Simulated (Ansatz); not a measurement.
## Sn: the change of energy above lowest point with volume scale

Free energy against uniform scaling of the volume at fixed shape and fractions; periodic cell, basis, potentials, k mesh and filling as listed. The results are calculated, by Ansatz 0.2.0.

The cell before it is scaled or strained (space group I4/mmm, No. 139):
```
cell vectors (Å)
  -1.5908     1.5908     2.9156
   1.5908    -1.5908     2.9156
   1.5908     1.5908    -2.9156
atoms (fractions of the cell vectors)
Sn  0.00000  0.00000  0.00000
```

Settings of every row: functional PBEsol; dispersion none; potentials PAW; wave cutoff 500 eV; density cutoff 2000 eV; k mesh 13x13x13; k shift 0x0x0; occupations fermi dirac; smearing width 0.1 eV; spin none.

Limits: coarse k mesh, up to 40 meV an atom off.

| row | volume scale | V (Å³/atom) | energy above lowest point (meV/atom) |
| --- | --- | --- | --- |
| 1 | 0.9 | 26.562 | 0 |
| 2 | 0.925 | 27.3 | ? |
| 3 | 0.95 | 28.038 | 7.8 |
| 4 | 0.975 | 28.776 | 20 |
| 5 | 1 | 29.513 | 36.7 |
| 6 | 1.025 | 30.251 | 57.2 |
| 7 | 1.05 | 30.989 | 80.9 |
| 8 | 1.075 | 31.727 | 107.3 |
| 9 | 1.1 | 32.465 | 136 |

Question: what energy above lowest point should row 2 give?

Worked fit of energy above lowest point. Take u = (V_r/V)^(2/3) − 1 with V_r = 29.882 Å³ an atom, which is twice the finite (Eulerian) strain; such expansions in the strain, on which the Birch-Murnaghan equation of state is built, carry the rest volume and the bulk modulus. The shown rows have u = 0.08168, 0.04338, 0.02546, 0.00832, -0.00815, -0.02396, -0.03915, -0.05377. Least squares give energy above lowest point = 46.51 − 1246 × u + 7980 × u² + 3718 × u³ meV/atom; a parabola predicts inner rows, each left out in turn, worse (root mean square 0.29 against 0.023 meV/atom). All shown rows lie on it to the printed digit. Its lowest point lies at u = 0.0742, or V = 26.84 Å³ an atom, and the curvature there gives the bulk modulus at fixed shape and fractions, B = (4/9)(1 + u)² E″(u)/V = 53.9 GPa. Letting shape and atoms relax would as a rule lower it, by much in layered, chain or molecular crystals. The withheld row has u = 0.0621, so the fit gives 46.51 − 1246 × (0.0621) + 7980 × (0.0621)² + 3718 × (0.0621)³ = 0.8 meV/atom.

The calculation gave 0.8 meV/atom. The fit meets it to the printed digit.
